**Why is Li₂Pd₃B fully gapped when Li₂Pt₃B and CePt₃Si are described as nodal?**

*All three lack an inversion centre, so singlet and triplet pairing should mix in all of them. I know the Rashba result that line nodes sit at $\sin\theta=\psi/d$ when the triplet part wins. Li₂Pd₃B and Li₂Pt₃B are cubic, though, and share one structure. Does the formula carry over, and what decides whether the gap has nodes?*

---

The general formula carries over, and the $\sin\theta$ does not. Nodes appear when the singlet-to-triplet ratio lies inside the range of values that the spin-orbit field takes on the Fermi surface. That range depends on the point group.

**Gaps on the helicity bands**

Take one orbital band with

$$h(\mathbf k)=\xi_{\mathbf k}+\alpha\,\mathbf g(\mathbf k)\cdot\boldsymbol\sigma ,\qquad \alpha>0 .$$

Time reversal requires $\mathbf g(-\mathbf k)=-\mathbf g(\mathbf k)$. I normalise $\max|\mathbf g|=1$ on the Fermi surface. The helicity bands are $\xi_\lambda=\xi+\lambda\alpha|\mathbf g|$ with $\lambda=\pm$. The pair matrix is $\hat\Delta=(\psi+\mathbf d\cdot\boldsymbol\sigma)\,i\sigma_y$, and I take $\psi$ and $\mathbf d$ real, so time reversal stays unbroken. Rotating the hole spinor by $i\sigma_y$ turns $-h^*(-\mathbf k)$ into $-h(\mathbf k)$, because $\sigma_y\boldsymbol\sigma^*\sigma_y=-\boldsymbol\sigma$ and $\mathbf g$ is odd. The Bogoliubov-de Gennes matrix becomes

$$H=\tau_3\,(\xi+\alpha\,\mathbf g\cdot\boldsymbol\sigma)+\tau_1\,(\psi+\mathbf d\cdot\boldsymbol\sigma),$$

with $\tau_i$ acting in particle-hole space. In the eigenbasis of $\mathbf g\cdot\boldsymbol\sigma$ the pair term has diagonal elements $\psi+\lambda\,\mathbf d\cdot\hat{\mathbf g}$ and off-diagonal elements of modulus $|\mathbf d_\perp|$. So the singlet and the part of $\mathbf d$ along $\mathbf g$ pair an electron with its time-reversed partner in the same band. The perpendicular part pairs two bands that are $2\alpha|\mathbf g|$ apart, and its Cooper logarithm is cut off at that splitting rather than at $k_BT$. For $\alpha\gg k_BT_c$ it is suppressed.

The simplest fully symmetric state is then $\mathbf d=d\,\mathbf g(\mathbf k)$ with constant $\psi$ and $d$. Since $[\mathbf g\cdot\boldsymbol\sigma,\mathbf d\cdot\boldsymbol\sigma]=2i(\mathbf g\times\mathbf d)\cdot\boldsymbol\sigma=0$, the matrix splits exactly into two blocks:

$$E_\lambda=\sqrt{\xi_\lambda^2+\Delta_\lambda^2},\qquad \Delta_\pm=\psi\pm d\,|\mathbf g(\mathbf k)| .$$

The gaps are $|\Delta_\pm|$. For $\psi,d>0$ the $+$ band never has a node. With $r=\psi/d$, the $-$ band changes sign along lines if and only if

$$\min|\mathbf g|<r<\max|\mathbf g|=1 .$$

For $\psi d<0$ the two bands swap roles.

**The two spin-orbit fields**

I use a spherical Fermi surface with unit vector $\hat{\mathbf k}=(x,y,z)$ and polar angle $\theta$ from [001].

*$C_{4v}$ (CePt₃Si).* The leading term is the Rashba form $\mathbf g=(y,-x,0)$, so $|\mathbf g|=\sin\theta$. A pseudovector at a $\mathbf k$ lying in a mirror plane must be normal to that plane. The $c$ axis lies in several mirrors, so $\mathbf g=0$ there by symmetry. Hence $\min|\mathbf g|=0$, and any $0<\psi<d$ gives two rings, at $\theta_0=\arcsin r$ and $\pi-\theta_0$.

*$O$ (Li₂Pd₃B, Li₂Pt₃B).* There are no mirrors, and on a rotation axis $\mathbf g$ only has to point along the axis. The leading term $\mathbf g=\hat{\mathbf k}$ has $|\mathbf g|=1$ everywhere, which gives two isotropic gaps and no line nodes. Anisotropy enters at cubic order:

$$g_x=x\,[1-b\,(y^2+z^2)]\quad\text{and cyclic}.$$

Then $|\mathbf g|$ equals $1$ on [100], $|1-b/2|$ on [110] and $|1-2b/3|$ on [111]. For $b=3/2$,

$$|\mathbf g|^2=1-\tfrac{15}{4}\,(x^2y^2+y^2z^2+z^2x^2)+\tfrac{27}{4}\,x^2y^2z^2 .$$

This has maxima on ⟨100⟩, saddles with $|\mathbf g|=1/4$ on ⟨110⟩, and zeros on ⟨111⟩. Those zeros come from the choice of $b$, not from symmetry. The spherical average is $\langle|\mathbf g|^2\rangle=11/35$, so $g_{\rm rms}=0.561$.

**Inputs and comparison**

All inputs are illustrative. For the borides I take $b=3/2$ and a ratio $\nu=\psi/(d\,g_{\rm rms})$ of about 4 (Pd) and about 0.6 (Pt), values of the size used in penetration-depth fits with this model. They give $r=\nu g_{\rm rms}=2.24$ and $0.336$. For CePt₃Si I take $r=0.6$. These ratios were chosen to give a gapped Pd compound and nodal Pt and Ce compounds, so the table shows how the model encodes that behaviour and does not predict it. The last row keeps the Pt ratio $r$ and weakens the anisotropy to $b=1/2$. In every row $\Delta_{\max}=\psi+d$, and $\Delta_{\min}$ is the smallest gap on either band.

| model for | $\mathbf g$ | range of $\lvert\mathbf g\rvert$ | $r$ | $\Delta_{\min}/\Delta_{\max}$ | nodes of $\Delta_-$ |
|---|---|---|---|---|---|
| Li₂Pd₃B | $O$, $b=3/2$ | 0 to 1 | 2.24 | 0.38 | none |
| Li₂Pt₃B | $O$, $b=3/2$ | 0 to 1 | 0.336 | 0 | 6 loops, 38° to 39° from ⟨100⟩ |
| CePt₃Si | $C_{4v}$ | 0 to 1 | 0.6 | 0 | 2 rings, 37° from the $c$ axis |
| weakly anisotropic cubic | $O$, $b=1/2$ | 0.667 to 1 | 0.336 | 0.25 | none |

The gapped rows follow from $(r-1)/(r+1)$ for $r>1$ and $(\min|\mathbf g|-r)/(1+r)$ for $r<\min|\mathbf g|$. For the Pt row, the path from [001] towards [101] has $|\mathbf g|^2=1-\tfrac{15}{16}\sin^22\theta$, which equals $r^2$ at $38^\circ$. The path towards [111] has $|\mathbf g|^2=(1-3s)^2(1-3s/2)$ with $s=\tfrac12\sin^2\theta$, which equals $r^2$ at $39^\circ$. The loops are nearly circular.

**Reading the trend**

The nodes are the contour $|\mathbf g|=r$, and lowering $r$ sweeps that contour down the landscape of $|\mathbf g|$.

1. For $r>1$ the contour does not exist. Both bands carry the sign of $\psi$, and the triplet only modulates the gap. This is the Li₂Pd₃B row. The smallest gap, $\psi-d$, sits where the spin-orbit field is strongest, at the six ⟨100⟩ points of the $-$ band. A Rashba system with the same $r$ has the same gap ratio, with the minimum spread along the equator.
2. Just below $r=1$ nodes are born at the maxima of $|\mathbf g|$. In the cubic model six loops open around ⟨100⟩. They touch at the saddles when $r=1/4$ and reconnect into eight loops around ⟨111⟩. In the Rashba model the equator splits into two rings that move towards the poles.
3. For $r<\min|\mathbf g|$ the contour is gone again. The state is fully gapped with opposite signs of $\Delta_+$ and $\Delta_-$. $C_{4v}$ forbids this on a Fermi surface that crosses the $c$ axis, and $O$ allows it. Triplet dominance is therefore necessary for nodes in this model but not sufficient.

The nodal rows have a density of states linear in energy. For Rashba, $|\Delta_-|\simeq d\cos\theta_0\,|\theta-\theta_0|$ near a ring. Inserting this in $N_-(E)=N_-\langle \mathrm{Re}\,E/\sqrt{E^2-\Delta_-^2}\rangle$, where $N_-$ is the normal-state value, each ring contributes $\tfrac12\sin\theta_0\,\pi E/(d\cos\theta_0)$. The two together give

$$N_-(E)/N_-=\pi\tan\theta_0\,E/d ,$$

valid for $E\ll\psi$ and $E\ll d-\psi$. At $r=0.6$, $\tan\theta_0=0.75$ and the slope is $2.36/d$. In the clean limit this makes the change of the penetration depth linear in $T$ and the specific heat quadratic. For $r>1$ both are activated.

**Energy scale in the Li₂Pd₃B model**

Write $\Delta_\lambda=\psi f_\lambda$ with $f_\pm=1\pm w$ and $w=|\mathbf g|/r$. Assume weak coupling, an interaction separable in $f$, and equal densities of states on the two bands. Equating the gap equation at $T=0$, $\langle f^2\ln(2\omega_c/\psi|f|)\rangle$, with that at $T_c$, $\langle f^2\rangle\ln(2e^{\gamma}\omega_c/\pi k_BT_c)$, removes the cutoff $\omega_c$:

$$\psi(0)=\pi e^{-\gamma}k_BT_c\,\exp\!\left[-\frac{\langle f^2\ln|f|\rangle}{\langle f^2\rangle}\right],\qquad \pi e^{-\gamma}=1.764 ,$$

with $\gamma$ Euler's constant and averages over angle and both bands. The band average of $f^2\ln f$ is $\tfrac32w^2-\tfrac1{12}w^4-\dots$, and $\langle w^2\rangle=1/\nu^2=1/16$. The leading term gives $(3/32)/(17/16)=0.088$, and the full angular integral also rounds to $0.088$. So $\psi=1.6\,k_BT_c$, $d=0.72\,k_BT_c$, and the gap runs from $0.90$ to $2.3\,k_BT_c$, with an rms value of $1.7\,k_BT_c$. A band weighting of $(1\pm0.1)/2$ in place of equal weights moves $\psi$ by less than 3 %, so two figures are all the model supports.

With a typical $T_c\approx7$ K, $k_BT_c=0.60$ meV and the model's gaps span $0.54$ to $1.4$ meV. Single-gap descriptions of Li₂Pd₃B typically use about $2\,k_BT_c$. The model's rms gap is somewhat below that, and its minimum is only about half of it, so $\nu\approx4$ may overstate the anisotropy of the real compound.

**What the formula does not decide**

Approximate band-structure splittings are 30 meV for Li₂Pd₃B and 200 meV for Li₂Pt₃B. The smaller one is already 21 times the model's largest Pd gap, so $\mathbf d\parallel\mathbf g$ is enforced in both, except close to zeros of $\mathbf g$. The coupling $\alpha$ does not appear in $\Delta_\pm$. It influences $r$ only through the gap equation, where the unequal densities of states of the split bands couple the singlet and triplet channels. The value of $r$ is set mainly by the pairing interaction, and a nearly local phonon attraction favours $\psi$.

The nodes are not imposed by symmetry, since the state transforms trivially under the point group. They move with $r$ and can shrink away. The real compounds also have several Fermi sheets, CePt₃Si is a heavy-fermion antiferromagnet, and the triplet reading of the nodes in Li₂Pt₃B is not the only one proposed. The angles in the table belong to the spherical model, while the inequality $\min|\mathbf g|<r<\max|\mathbf g|$ applies sheet by sheet.